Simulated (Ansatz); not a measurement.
Bulk crystal (Lu) after relaxation:

```cif
data_structure
_symmetry_space_group_name_H-M 'P 1'
_symmetry_Int_Tables_number 1
_cell_length_a 3.5048
_cell_length_b 3.5048
_cell_length_c 5.4508
_cell_angle_alpha 90.000
_cell_angle_beta 90.000
_cell_angle_gamma 120.000
_cell_volume 57.99
loop_
_atom_site_label
_atom_site_type_symbol
_atom_site_fract_x
_atom_site_fract_y
_atom_site_fract_z
_atom_site_occupancy
Lu1 Lu 0.33333 0.66667 0.75000 1
Lu2 Lu 0.66667 0.33333 0.25000 1
```

Miller indices refer to the conventional cell of P6_3/mmc (No. 194), a = 3.505 Å, b = 3.505 Å, c = 5.451 Å, α = 90.00°, β = 90.00°, γ = 120.00°.

The (001) slab of 4 planes, 8.2 Å thick with 15 Å of vacuum as cut; outer planes Lu (top) and Lu (bottom).

Computed with DFT r2SCAN, scalar-relativistic, plane waves, PAW (Ansatz 0.2.0). Settings: cutoff 500 eV, Γ-centred mesh 12×12×1 on the computed 4-atom cell, Gaussian smearing of 0.10 eV; no spin polarisation. A dipole correction removes the field between periodic images along c.

With the atoms at the bulk's places:

```
Surface energy (mean of both faces) : 1.29 J/m²
Work function                       : 3.48 eV
```

(1) What changes when all atoms relax?

Slabs this thin can still miss converged surface energies by a few hundredths of a J/m² and work functions by about a tenth of an eV.

Spin-orbit coupling is left out, which matters for the bands of heavy elements.

## Answers

(1) The energy falls by 0.002 J/m² a face, and the largest move is 0.02 Å.

```json
{"Surface energy (mean of both faces)": "1.29 J/m²", "Work function": "3.46 eV"}
```

```json
{"plane (bottom to top)": "1", "atoms": "Lu", "spacing to next, bulk (Å)": "2.725", "relaxed (Å)": "2.702", "change (%)": "-0.9"}
{"plane (bottom to top)": "2", "atoms": "Lu", "spacing to next, bulk (Å)": "2.725", "relaxed (Å)": "2.761", "change (%)": "+1.3"}
{"plane (bottom to top)": "3", "atoms": "Lu", "spacing to next, bulk (Å)": "2.725", "relaxed (Å)": "2.702", "change (%)": "-0.9"}
{"plane (bottom to top)": "4", "atoms": "Lu", "spacing to next, bulk (Å)": "", "relaxed (Å)": "", "change (%)": ""}
```

γ = (E_slab − N·E_bulk)/2A = 1.714 eV / (2 × 10.64 Å²) = 80.5 meV/Å² = 1.29 J/m², with N = 4 atoms. The cut crosses 3 bonds a cell (neighbours within 10 % of the shortest distances), so each costs 0.57 eV on this count.

Relaxation barely alters this Lu surface: the outer spacings contract by 0.9 %, the central one widens by 1.3 %, and the energy gain is negligible beside the cleavage cost. This fits a close-packed basal plane, whose atoms keep most of their neighbours and whose electron density is already smooth. The slight inward shift probably reflects stronger bonding of the outer atoms to the plane below after they lose neighbours. The central expansion is shared by both faces, so it can't be read as the second-layer response of an isolated surface.

The low work function is typical of a trivalent rare-earth metal with diffuse 6s and 5d valence electrons, while the filled 4f shell takes little part in bonding. Its change on relaxation is too small to carry a physical trend. The 0.57 eV per cut bond is an average cleavage cost, not a transferable pair energy, because metallic bonds strengthen as coordination falls. With only one orientation computed, the preferred facet of a Lu crystal remains open.
